# McWhorter 1/f noise in a Si nMOSFET: response to single changes of stack, bias and temperature

## Result

Take oxide traps of density $N_t$ (per volume and energy), uniform in depth and in energy near the channel Fermi level. Let $x$ run from the Si/oxide interface toward the gate, and let a trap at $x$ exchange electrons with the channel by tunnelling, with time constant $\tau=\tau_0e^{x/\lambda}$. Spectra are one-sided, per hertz, with $\omega=2\pi f$. For $1/\tau_{\max}\ll\omega\ll1/\tau_0$ the flat-band voltage noise, averaged over devices, is

$$S_{V_{fb}}=S_0\,A,\qquad S_0=\frac{q^2\,kT\,\lambda N_t}{WL\,C_{ox}^2\,f},\qquad A=\Big(1-\frac{x_\omega}{t_{ox}}\Big)^2,\qquad x_\omega=\lambda\ln\frac{1}{\omega\tau_0}.$$

$S_0$ is the number-fluctuation spectrum of McWhorter's model (1957) in its usual MOSFET form. With $N_t$ in cm$^{-3}$eV$^{-1}$, $kT$ is taken in eV while $q^2$ stays in C$^2$. The lever-arm factor $A$ tends to 1 for thick oxides and cannot be dropped at 5 nm. For a uniform channel and a mobility that ignores the trapped charge, $S_{I_d}=g_m^2S_{V_{fb}}$.

One rule predicts most responses. A frequency $f$ probes a layer about $\lambda$ thick at depth $x_\omega$ and an energy slice $kT$ wide at the Fermi level. The noise is the number of traps in that cell times the square of the voltage step of one trap, divided by $f$:

$$fS_{V_{fb}}=M\,\delta V^2,\qquad M=WL\,N_t\,\lambda\,kT,\qquad \delta V=\frac{q\,(t_{ox}-x_\omega)}{WL\,\varepsilon_{ox}}.$$

## Reference device

The device has $t_{ox}=5$ nm of SiO$_2$, $N_t=10^{17}$ cm$^{-3}$eV$^{-1}$, $W=10$ µm, $L=1$ µm, $T=300$ K and $f=10$ Hz. Typical inputs are $\varepsilon_{ox}=3.9\,\varepsilon_0$, an electron barrier $\Phi\approx3.1$ eV, a tunnelling mass $m^*\approx0.42\,m_0$ and $\tau_0\approx10^{-10}$ s. The barrier is first taken as flat. The tunnelling probability falls as the square of the wave function, so $\lambda=\hbar/(2\sqrt{2m^*\Phi})=0.0855$ nm. Third figures are carried only to form ratios; the inputs support two at best.

Then $C_{ox}=6.91\times10^{-7}$ F/cm$^2$, $kT=0.02585$ eV, $M=2.21$, and an electron at the interface shifts $V_{fb}$ by $q/(WLC_{ox})=2.32$ µV, so $S_0=1.19\times10^{-12}$ V$^2$/Hz. With $\ln(1/\omega\tau_0)=18.89$ the probed depth is $x_\omega=1.615$ nm and $A=0.458$. The model gives $S_{V_{fb}}=5.45\times10^{-13}$ V$^2$/Hz, or 0.74 µV/$\sqrt{\text{Hz}}$.

Traps beyond mid-oxide talk to the gate. If the gate offered the same $\tau_0$ and $\lambda$, the slowest trap would sit at $t_{ox}/2$ with $\tau_{\max}=\tfrac12\tau_0e^{t_{ox}/2\lambda}=250$ s, and the window would run from $6.4\times10^{-4}$ Hz to 1.6 GHz. Gate-side traps at distance $x_\omega$ from the gate have the lever arm $x_\omega/t_{ox}$. For equal $N_t$ at the gate Fermi level they add $(x_\omega/t_{ox})^2=0.104$ to $A$, which is 23 % of the channel term. This symmetric case is listed as a separate column below.

## Which way and how far the noise moves

Ratios are new to reference value of $S_{V_{fb}}$, with one quantity changed. All are the model's.

| Change | $S_0$ alone | $S_0A$ | with symmetric gate side |
|---|---|---|---|
| $T\to400$ K | 1.33 | 1.33 | 1.33 |
| $f\to1$ Hz | 10 | 8.9 | 9.6 |
| $t_{ox}\to4$ nm | 0.64 | 0.50 | 0.59 |
| $t_{ox}\to10$ nm | 4 | 6.1 | 5.2 |
| electrons $\to$ holes | 0.81 | 0.96 | 0.88 |
| SiO$_2\to$ HfO$_2$, equal $C_{ox}$ | 2.08 | 3.4 | 2.9 |
| field 3 MV/cm, barrier tilt only | 1.09 | 1.05 | |
| field 3 MV/cm, $N_t(E)$ only | 2.6 | 2.6 | |
| area $\to100\times50$ nm$^2$ | 2000 | 2000 | 2000 |

### Temperature

*Reasoning.* Elastic tunnelling does not depend on $T$, so heating only widens the energy slice in which traps are partly filled. $S_{V_{fb}}$ rises in proportion to $T$. The relative current noise can move the other way. Below threshold $g_m/I_d=q/(nkT)$, and its square falls faster than $kT$ rises.

*Calculation.* From 300 to 400 K, $S_{V_{fb}}$ changes by 1.33. In weak inversion at fixed ideality factor $n$, $S_{I_d}/I_d^2\propto T/T^2$ changes by 0.75. The prefactor $\tau_0$ is held fixed here. A tenfold decrease of $\tau_0$ pushes $x_\omega$ deeper by $\lambda\ln10=0.197$ nm and multiplies $A$ by 0.89, and a tenfold increase multiplies it by 1.12. A drift of $\tau_0$ by a decade would thus be about a third of the temperature effect.

### Frequency

*Reasoning.* Lower frequencies probe deeper traps, which lie nearer the gate and are better screened by it. The spectrum rises more slowly than $1/f$ toward low frequency, and the exponent $\gamma=-d\ln S/d\ln f$ lies below 1.

*Calculation.* Since $dx_\omega/d\ln f=-\lambda$, one finds $\gamma=1-2\lambda/(t_{ox}-x_\omega)=0.95$. Only the product $\omega\tau_0$ enters $A$, so a decade down in $f$ acts on $A$ like a decade down in $\tau_0$, and $S$ grows by 8.9 from 10 Hz to 1 Hz.

### Oxide thickness

*Reasoning.* A thinner oxide has a larger $C_{ox}$, so each trapped electron needs less gate voltage to compensate it, and the noise falls. $S_0$ scales as $t_{ox}^2$. The probed depth stays fixed as the gate approaches, so the true variable is the distance $t_{ox}-x_\omega$ from trap to gate, and the response is steeper than quadratic.

*Calculation.* $S\propto(t_{ox}-x_\omega)^2$ gives $(2.385/3.385)^2=0.50$ at 4 nm and $(8.385/3.385)^2=6.1$ at 10 nm. The gate-side term $\propto x_\omega^2$ does not depend on $t_{ox}$ and softens both ratios. Below $t_{ox}=2x_\omega=3.2$ nm the symmetric picture has no trap slow enough for 10 Hz, and the spectrum flattens there.

### Holes in place of electrons

*Reasoning.* Holes meet a higher barrier, so $\lambda$ shrinks, fewer traps fall in each decade of $\tau$, and $S_0$ drops. The probed layer also moves toward the interface, where the lever arm is longer. The two effects oppose each other. At fixed $\omega\tau_0$, $x_\omega\propto\lambda$ and

$$\frac{d\ln S}{d\ln\lambda}=1-\frac{2x_\omega}{t_{ox}-x_\omega},$$

which vanishes at $x_\omega=t_{ox}/3=1.67$ nm. The reference device sits almost there, with a sensitivity of 0.05. The expected change is small and negative.

*Calculation.* The hole barrier is the oxide gap (approximately 9.0 eV) less $\Phi$ and the Si gap of 1.12 eV (compiled value, Wing 2021), which leaves 4.78 eV. With the mass, $\tau_0$ and $N_t$ unchanged, $\lambda=0.0855\sqrt{3.1/4.78}=0.0689$ nm, $x_\omega=1.30$ nm and $A=0.547$. The ratio is 0.96 against 0.81 for $S_0$ alone. The gate-side term exceeds this small residue and moves the ratio to 0.88. A p-channel device also probes $N_t$ near the valence-band edge, and any difference in $N_t$ enters linearly and can outweigh the barrier effect.

### Hf in place of Si in the oxide

*Reasoning.* HfO$_2$ has a lower barrier and a lighter tunnelling mass, so $\lambda$ and $M$ grow. At equal $C_{ox}$ the film is physically much thicker, so the probed layer is a smaller fraction of the way to the gate and $A$ grows too. Both effects raise the noise at fixed $N_t$.

*Calculation.* Approximate inputs are $\varepsilon_{ox}=20\,\varepsilon_0$, $\Phi=1.5$ eV and $m^*=0.2\,m_0$, with no interlayer. They give $\lambda=0.178$ nm, $t_{ox}=25.6$ nm, $x_\omega=3.36$ nm and $A=0.755$, so the ratio is $2.08\times0.755/0.458=3.4$. At equal physical thickness, 5 nm, $x_\omega$ would exceed $t_{ox}/2$ and 10 Hz would lie below the window.

### Oxide field

*Reasoning.* A positive gate tilts the oxide bands down toward the gate by $qFx$. The barrier at the probed depth is lowered, so the local $\lambda$ grows by about $qFx_\omega/2\Phi$, or 8 % at $F=3$ MV/cm. The average $\lambda$ along the path grows by half as much, so $x_\omega$ moves deeper by about 4 % and $A$ falls. The net effect is a small rise. The tilt also lifts the channel Fermi level relative to the oxide bands by $qFx$. If $N_t$ rises toward the oxide conduction band, deeper traps are more numerous, the noise rises and $\gamma$ increases. If $N_t$ falls with energy, both signs reverse.

*Calculation.* For the tilted barrier $\lambda(x)=\lambda/\sqrt{1-qFx/\Phi}$ and

$$\ln\frac{\tau}{\tau_0}=\int_0^x\frac{dx'}{\lambda(x')}=\frac{2\Phi}{3qF\lambda}\Big[1-\Big(1-\frac{qFx}{\Phi}\Big)^{3/2}\Big].$$

Setting this to 18.89 gives $x_\omega=1.69$ nm. The local $\lambda$ changes by 1.09, $A$ by 0.96 and $S$ by 1.05, so the flat barrier of the reference device costs about 5 %. For the second effect take, as an illustration, $N_t\propto e^{E/E_0}$ with $E_0=0.5$ eV, $\lambda$ fixed and $N_t$ at the interface fixed. Then $N_t(x)\propto e^{\beta x}$ with $\beta=qF/E_0=0.6$ nm$^{-1}$, the noise is multiplied by $e^{\beta x_\omega}=2.6$, and $\gamma$ rises by $\beta\lambda=0.051$ to 1.00. An exponent of 1 can therefore result from two cancelling slopes and does not prove a uniform trap profile.

### Area and trap density

*Reasoning.* The count $M$ scales as $WL$ and the squared step as $(WL)^{-2}$, so the mean noise scales as $1/WL$. As $M$ falls below 1 the mean stops describing a single device, which shows a few random telegraph signals or none. Raising $N_t$, for example by electrical stress, raises the mean linearly and smooths the spectrum.

*Calculation.* For Poisson-distributed traps with equal steps, the device-to-device spread of $S$ at one frequency is $\sigma_S/S=1/(\pi\sqrt{3M})$. The reference device has 12 % and about $4M\ln10=20$ active traps per decade of $\tau$. At $100\times50$ nm$^2$ the mean is 2000 times larger, $M=1.1\times10^{-3}$, the spread is 5.5 times the mean, and there are 0.010 active traps per decade. The rare trap near 10 Hz gives a step of 3.1 mV. Random dopants make the steps unequal, which can only widen the spread.

### Gate and drain bias

*Reasoning.* $S_{V_{fb}}$ contains no property of the silicon. Bias acts on the current noise through $S_{I_d}/I_d^2=(g_m/I_d)^2S_{V_{fb}}$, which is flat below threshold and falls as the inverse square of the overdrive $V_{ov}$ above it. A trap that becomes negative on capture also scatters the remaining electrons, which lowers the current further and slows this fall. A drain bias makes the channel non-uniform and gives traps near the drain more weight, which raises the noise above $g_m^2S_{V_{fb}}$.

*Calculation.* With the Si permittivity 11.7 (compiled value, Ioffe Institute) and an assumed depletion width of 60 nm, $n=1+C_d/C_{ox}=1.25$ when interface-state capacitance is neglected. Then $g_m/I_d=30.9$ V$^{-1}$ and $S_{I_d}/I_d^2=5.2\times10^{-10}$ Hz$^{-1}$ at fixed $\tau_0$. In the linear regime at $V_{ov}=0.5$ V and constant mobility, $g_m/I_d=1/V_{ov}=2$ V$^{-1}$ and the value is $2.2\times10^{-12}$ Hz$^{-1}$, lower by 239. Define a scattering coefficient by $\delta(1/\mu)=\alpha_{sc}C_{ox}\delta V_{fb}$. Then $\delta I_d=-g_m\delta V_{fb}\,(1+\alpha_{sc}\mu C_{ox}I_d/g_m)$. For typical $\alpha_{sc}=10^4$ V s/C and $\mu=300$ cm$^2$/V s the added term is 1.04 at $V_{ov}=0.5$ V. The noise is multiplied by 4.1, to $9.0\times10^{-12}$ Hz$^{-1}$, so the neglected term equals the retained one in amplitude. Below threshold the multiplier is only 1.14. For the drain bias, with $r=V_d/V_{ov}<1$,

$$S_{I_d}=G\,g_m^2S_{V_{fb}},\qquad G=\Big(\frac1r-\frac12\Big)\ln\frac{1}{1-r},$$

which is 1.04 at $r=0.5$ and 1.41 at $r=0.9$.

## Proof

**One trap.** The occupancy is 0 or 1, with capture rate $1/\tau_c$ and emission rate $1/\tau_e$. The mean $p$ obeys $\dot p=(1-p)/\tau_c-p/\tau_e$ and relaxes with $1/\tau=1/\tau_c+1/\tau_e$. Because the square of the occupancy equals the occupancy, the variance is $p(1-p)$, and the autocovariance is $p(1-p)e^{-|s|/\tau}$. The Wiener–Khinchin relation gives

$$S_1=4\int_0^\infty p(1-p)e^{-s/\tau}\cos\omega s\,ds=\frac{4p(1-p)\,\tau}{1+\omega^2\tau^2}.$$

**Voltage step.** Spread one electron at depth $x$ into a sheet of charge $-q/WL$. To keep the silicon unchanged, the field between interface and sheet must not change, so the gate carries the whole image and an extra field $q/(WL\varepsilon_{ox})$ spans the distance $t_{ox}-x$. Hence $\delta V_{fb}=+q(1-x/t_{ox})/(WLC_{ox})$. Here $C_{ox}=\varepsilon_{ox}/t_{ox}$ is the oxide capacitance proper, without the inversion-layer capacitance in series.

**Depth sum.** Independent traps add their spectra:

$$S_{V_{fb}}=\frac{q^2N_t}{WLC_{ox}^2}\int dE\,4p(1-p)\int dx\,\Big(1-\frac{x}{t_{ox}}\Big)^2\frac{\tau}{1+\omega^2\tau^2}.$$

Put $u=\ln\omega\tau=(x-x_\omega)/\lambda$, so that $dx=\lambda\,du$ and $\tau/(1+\omega^2\tau^2)=1/(2\omega\cosh u)$. Without the lever arm the depth integral is $(\lambda/\omega)[\arctan\omega\tau_{\max}-\arctan\omega\tau_0]$, which tends to $\pi\lambda/2\omega$ inside the window. The kernel is even in $u$ with $\langle u^2\rangle=\pi^2/4$, so the lever arm averages to $A+(\pi\lambda/2t_{ox})^2$. The second term is $7\times10^{-4}$ and is dropped.

**Energy sum.** In equilibrium with the channel $p$ is the Fermi function, $p(1-p)=-kT\,dp/dE$, and $\int p(1-p)\,dE=kT$. A degeneracy factor only shifts the energy origin. Since $\tau=p\,\tau_c$, the prefactor $\tau_0$ depends on energy, but it has dropped out of $\pi\lambda/2\omega$ and survives only in the logarithm inside $A$. Collecting factors, $4\cdot kT\cdot\pi\lambda/(2\cdot2\pi f)=kT\lambda/f$, which yields $S_0A$.

**Slow variation with depth.** If $N_t$ or $\lambda$ vary slowly on the scale $\lambda$, the kernel picks their values at $x_\omega$, with $\lambda=dx/d\ln\tau$. For $N_t\propto e^{\beta x}$ and $|\beta\lambda|<1$, $\int e^{\beta\lambda u}du/(2\cosh u)=\pi/[2\cos(\pi\beta\lambda/2)]$. The factor $e^{\beta x_\omega}=(\omega\tau_0)^{-\beta\lambda}$ adds $\beta\lambda$ to $\gamma$, and the cosine is close to 1 for small $\beta\lambda$.

**Spread.** Each trap contributes $s\propto p(1-p)/(2\cosh u)$, and traps occur with mean density $M$ per unit $u$ and unit $E/kT$. For a Poisson field the mean of the sum is $M\iint s=M\cdot1\cdot\pi/2$ and the variance is $M\iint s^2=M\cdot\tfrac16\cdot\tfrac12$. The ratio of variance to squared mean is $1/(3\pi^2M)$. The count of active traps uses the width $\int4p(1-p)\,dE=4kT$.

**Current.** A uniform $\delta V_{fb}$ acts as a gate-voltage change $-\delta V_{fb}$, so $\delta I_d=-g_m\delta V_{fb}$. In a long channel in strong inversion, $I_d=W\mu C_{ox}[V_{ov}-V-\delta V_{fb}(y)]\,dV/dy$. Integration over the channel at fixed terminal voltages gives $\delta I_d=-g_m\int w\,\delta V_{fb}\,dy$ with $g_m=W\mu C_{ox}V_d/L$ and $w=V'/V_d$. Uncorrelated traps give $G=L\int w^2dy$, which is at least 1 because $\int w\,dy=1$. Inserting $V'=I_d/[W\mu C_{ox}(V_{ov}-V)]$ and $I_dL=W\mu C_{ox}(V_{ov}-V_d/2)V_d$ into $G=(L/V_d^2)\int_0^{V_d}V'dV$ gives the stated form. Its logarithmic divergence at pinch-off is an artefact of neglecting diffusion current. Below threshold the local factor $e^{-q\delta V_{fb}(y)/nkT}$ multiplies the conductance, the current depends on its inverse integrated along $y$ with uniform weight, and $G=1$.

## The model against real devices

The area-normalised level of the model is $WLfS_{V_{fb}}=55$ µV$^2$µm$^2$ at 10 Hz, and $2.3\times10^2$ µV$^2$µm$^2$ referred to the gate once the mobility term at $V_{ov}=0.5$ V is included. Trap densities are usually extracted from noise itself, through $S_0$ with $\lambda=0.1$ nm, so the level is no independent test. A device assigned $10^{17}$ cm$^{-3}$eV$^{-1}$ by that convention has 139 µV$^2$µm$^2$, which is 2.6 times the model's 55, and its density in the sense of $S_0A$ is higher by the same factor. As typical knowledge, n-channel devices with oxides near 5 nm span several tens to several hundred µV$^2$µm$^2$, so 55 lies at the quiet end and up to tenfold below nitrided oxides. HfO$_2$ stacks typically carry ten to a hundred times more traps, partly screened by an SiO$_2$ interlayer, so the ratio 3.4 at fixed $N_t$ understates their excess by up to such a factor. Single-trap time constants are typically thermally activated and only loosely tied to depth. The $1/f$ form and the scalings with $WL$, $N_t$ and $C_{ox}$ survive any distribution uniform in $\ln\tau$, while the entries that rest on $\lambda$, $x_\omega$ and the linear law in $T$ belong to elastic tunnelling alone.